**Q:** I am looking at the alloy CoW₃, squeezed and stretched with every atom kept on its own site. One result is headed "electrons outside these shells". Outside what?

Ansatz 0.2.0, DFT with PBEsol, scalar-relativistic, PAW, plane waves up to 420 eV: CoW₃ (Fm-3m, four-atom cell) at several volumes with the atoms kept on their sites. Collinear spin, 12×12×12 k mesh, Gaussian smearing of 0.1 eV. The last column counts the electrons per cell, out of 59, that the Löwdin populations of the stored atomic shells leave out.

```
volume (Å³/atom)  shortest distance (Å)  electrons outside these shells (e)
          12.467                  2.530                               0.520
          13.337                  2.588                               0.560
          13.917                  2.625                                   ?
          14.497                  2.661                               0.620
          15.077                  2.696                               0.650
          15.946                  2.746                               0.690
          17.106                  2.811                               0.740
```

**A:** Outside a set of atomic orbitals. The calculation, density-functional theory with a gradient-corrected functional, spreads 59 electrons over a cell of four atoms and leaves the deeper core electrons out of the count. A Löwdin analysis then asks how many of them can be described by the s, p and d shells stored for each free atom. The column is what remains, per cell, while the volume is given per atom.

The stored set has a gap. It holds 5s, 5p, 5d and 6s for tungsten and 3s, 3p, 3d and 4s for cobalt, but neither tungsten 6p nor cobalt 4p. Valence charge with p character therefore has no shell of its own to be counted in.

**Q:** So these are the free electrons of the metal?

**A:** No. A conduction electron with s or d character is counted as far as the shapes of the stored shells fit it, however freely it moves. The remainder is about 1% of those 59 electrons, and it measures how well a fixed set of orbitals describes the charge. It is neither a number of carriers nor an ionic charge.

**Q:** Then why does it grow when the metal is stretched?

**A:** Start from a limit. Pull the atoms so far apart that they no longer touch. Tungsten and cobalt atoms have their valence electrons in s and d shells, so the stored orbitals describe them almost perfectly and the remainder must fall to nearly zero. The growth in the table cannot go on for ever, and at some larger spacing it has to turn round.

**Q:** That limit points the wrong way for the rows I have.

**A:** It does, so something else must be at work while the atoms still touch. One candidate is the way their orbitals overlap. In a metal, the charge between the atoms is smooth, and seen from any one nucleus part of it looks p-like. The atom lacks the shell for that part, but its neighbours can help. The tail of a neighbour's s or d orbital is lopsided when seen from this nucleus, and a lopsided function contains a p-like part.

When the atoms are close, these borrowed tails are strong and the joint set catches much of the p-like charge. A modest stretch weakens the tails while the charge between the atoms is still there, so more of it escapes the count. Only at much larger spacing does that charge withdraw into the atomic shells. This is an argument from theory, and it has a rival. Squeezing a transition metal generally raises its s and p states relative to its d states, so a stretch is expected to return some electrons from d to s and p. The s part would be counted, while much of the p part would escape. These results don't separate the two effects.

**Q:** Couldn't the stretch simply empty the s shells into the space between the atoms?

**A:** The shell populations of the same calculations speak against that. Between volumes 13.337 and 15.946 Å³/atom the d shells lose 0.442 electrons, while the valence s shells gain 0.229 and the filled inner shells gain 0.086. The remainder gets what is left, $0.442-0.229-0.086=0.127$. It is a small balance between larger shifts. A loss in d with a gain in s is also what the rival explanation would lead us to expect.

The gain of the filled shells is a warning. Chemically they hold 32 electrons per cell at either volume, yet the count falls short by 0.23 in the smaller cell and by 0.15 in the larger one. Such a shift probably reflects overlap and mixing between orbitals more than electrons that change places. I would read the other populations with the same caution.

**Q:** Can you forecast the row with the question marks?

**A:** Two simple pictures are worth trying. In the first, the uncaptured charge has a constant density, so the remainder is proportional to the cell volume. That is tempting, because from the first row to the last the volume grows by 37% and the remainder by 42%. In the second, orbital overlap is in charge. Overlap depends on distance, and over a narrow range any smooth dependence is close to a straight line.

I fitted the line of the second picture to the six known rows. It would serve any other smooth cause as well, so using it doesn't settle the explanation. With $d$ for the shortest distance in Å and $N$ for the electrons outside the shells,

$$N \approx 0.6213 + 0.793\,(d-2.661).$$

The first constant is the fitted value at the spacing where the pressure is nearly zero. The second is the slope in electrons per Å. The withheld row has $d=2.625$ Å, which is 0.036 Å shorter, so

$$N \approx 0.6213 - 0.793\times 0.036 \approx 0.593.$$

My forecast is a value between the two neighbouring rows, without a step, at about 0.59 electrons with an error bar of ±0.01. Half of that bar is the rounding of the table and the rest allows for the misfit of the line.

**Q:** What could spoil it?

**A:** A different magnetic state. The six known rows are ferromagnetic metals whose moment grows smoothly with volume. The moment of the withheld row is held back with its other results, so I assume that it belongs to the same family.

**Q:** Let us see it.

The withheld rows as computed:

```
volume (Å³/atom)  shortest distance (Å)  electrons outside these shells (e)
          13.917                  2.625                               0.590
```

**A:** The computed value is 0.59, inside the range. The line lies 0.003 electrons above it, which is less than the rounding of the table, so this miss needs no cause. The magnetic assumption holds as well: the row is ferromagnetic, and its moment lies between those of its two neighbours.

**Q:** Does the hit prove your story about borrowed tails?

**A:** No. The row lies between known rows, and almost any smooth curve would have come close. The constant-density picture gives 0.596, which also falls within my error bar.

The most compressed row tells the two pictures apart better. There, constant density predicts 0.014 electrons too many, while the line is off by only 0.003. The remainder thus grows somewhat faster than the volume. That counts against a fixed density, but it doesn't prove that overlap is the cause, since the line has one more adjustable constant. The printed output below gives both fits row by row.

**Q:** What would test the cause itself?

**A:** Take a p orbital on one atom and compute, at each volume, how much of it the stored shells of the neighbours can reproduce. If borrowed tails are the cause, that share should fall clearly as the metal is stretched. If it doesn't, the idea fails; if it does, the rival may still play a part. Adding the missing p shells and counting again is a weaker test, because a larger set can never catch less charge. Neither test has been made here.

**Q:** And if I only want to use such numbers to compare alloys?

**A:** Compare populations obtained with the same kind of shells and at comparable strain. Here one material, with no change of composition, shifts its remainder by 0.22 electrons through volume alone. A difference of that size between two alloys could come from their spacing and would not by itself show that charge has moved from one element to another.

Output of the analysis:

```
fit of N on 6 rows: constant 0.6213 +/- 0.00098, coefficient of stretch 0.7933 +/- 0.01; rms 0.00194, worst 13.337 0.00336, leave-one-out rms 0.00329
  rows outside the fit (model, value, miss): 13.917 0.5927, 0.59, 0.00271
fit of N on 6 rows: coefficient of cellvol 0.0107 +/- 6.5e-05; rms 0.00859, worst 12.467 0.0136, leave-one-out rms 0.0101
  rows outside the fit (model, value, miss): 13.917 0.5957, 0.59, 0.0057
Forecast for the withheld row from the line in distance [e]: 0.5927
Lower end of the forecast range [e]: 0.5827
Upper end of the forecast range [e]: 0.6027
Forecast of the constant-density rival [e]: 0.5957
Prediction less computed value in e:
     row  line in distance  constant density
  12.467         -0.002654           0.01363
  13.337           0.00336           0.01087
  13.917          0.002713          0.005696
  14.497          0.001273         0.0005225
  15.077        -0.0009599         -0.004652
  15.946         -0.001293         -0.007455
  17.106         0.0002739         -0.007803
Rise of the remainder from first to last row [e]: 0.22
Rise of the remainder from first to last row [%]: 42.31
Rise of the volume from first to last row [%]: 37.21
Rise of remainder per volume from first to last row [%]: 3.715
Largest rounding error of that last percentage, roughly [%]: 1.637
Share of the 59 electrons outside in the last row [%]: 1.254
Change of W 5d count from 13.337 to 15.946 [e]: -0.3545
Change of Co 3d count over the same step [e]: -0.0872
Change of W 6s plus Co 4s count over the same step [e]: 0.2288
Change of filled-shell count over the same step [e]: 0.0862
Net change of the remainder over the same step [e]: 0.1267
Filled shells short of 32 electrons at 13.337 [e]: 0.2322
Filled shells short of 32 electrons at 15.946 [e]: 0.146
```
